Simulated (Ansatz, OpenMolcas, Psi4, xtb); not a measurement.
**A ladder of methods for GaHCl2O (SMILES [OH][Ga]([Cl])[Cl])**

GaHCl2O has 5 atoms, charge 0, and is taken as a singlet. As SMILES, `[OH][Ga]([Cl])[Cl]`. Geometry: relaxed at PBE0-D4/def2-TZVP.

Quantity: the HOMO–LUMO gap, in eV. The values are calculated.

| level | kind | program | value (eV) |
| --- | --- | --- | --- |
| GFN2-xTB | semi-empirical | xtb | 3.97 |
| HF/def2-SVP | Hartree–Fock | Ansatz | 14.70 |
| SVWN5/def2-SVP | LDA | Ansatz | 5.24 |
| PBE/def2-SVP | GGA | OpenMolcas | 5.33 |
| M06-L/def2-SVP | meta-GGA | OpenMolcas | 6.02 |
| BHLYP/def2-SVP | global hybrid | Ansatz | 10.06 |
| wB97X-D/def2-SVP (density fitting) | range-separated hybrid | Psi4 | 11.48 |
| B2PLYP/def2-SVP | double hybrid | OpenMolcas | 10.34 |

All-electron rows without a relativistic Hamiltonian named are non-relativistic. The values span 3.97 to 14.70 eV. Orbital gaps aren't excitation energies, and those of double hybrids come from the SCF part alone; they tend to grow with the share of exact exchange.

The gap depends far more on the treatment of exchange than on the choice among semilocal functionals: LDA, GGA and meta-GGA lie between 5.24 and 6.02 eV, the hybrids between 10.06 and 11.48 eV, and Hartree–Fock reaches 14.70 eV. The likely reason is that nonlocal exchange lowers the occupied levels, while the virtual ones gain little from it and come closer to electron-attachment levels. GFN2-xTB falls below even the LDA value, and its parametrised valence Hamiltonian doesn't belong on the same exchange scale.

Chemically, a wide gap suits a closed-shell Ga(III) compound with electronegative ligands. The HOMO is probably made of chlorine and oxygen lone pairs, and the LUMO of empty gallium 4s and 4p character mixed with Ga–ligand antibonding contributions, which would fit the Lewis acidity of three-coordinate gallium. The spread therefore doesn't reflect an uncertain bonding picture. Without diffuse functions, the def2-SVP basis may also hold a weakly bound or unbound LUMO too high, an effect this series can't separate out.
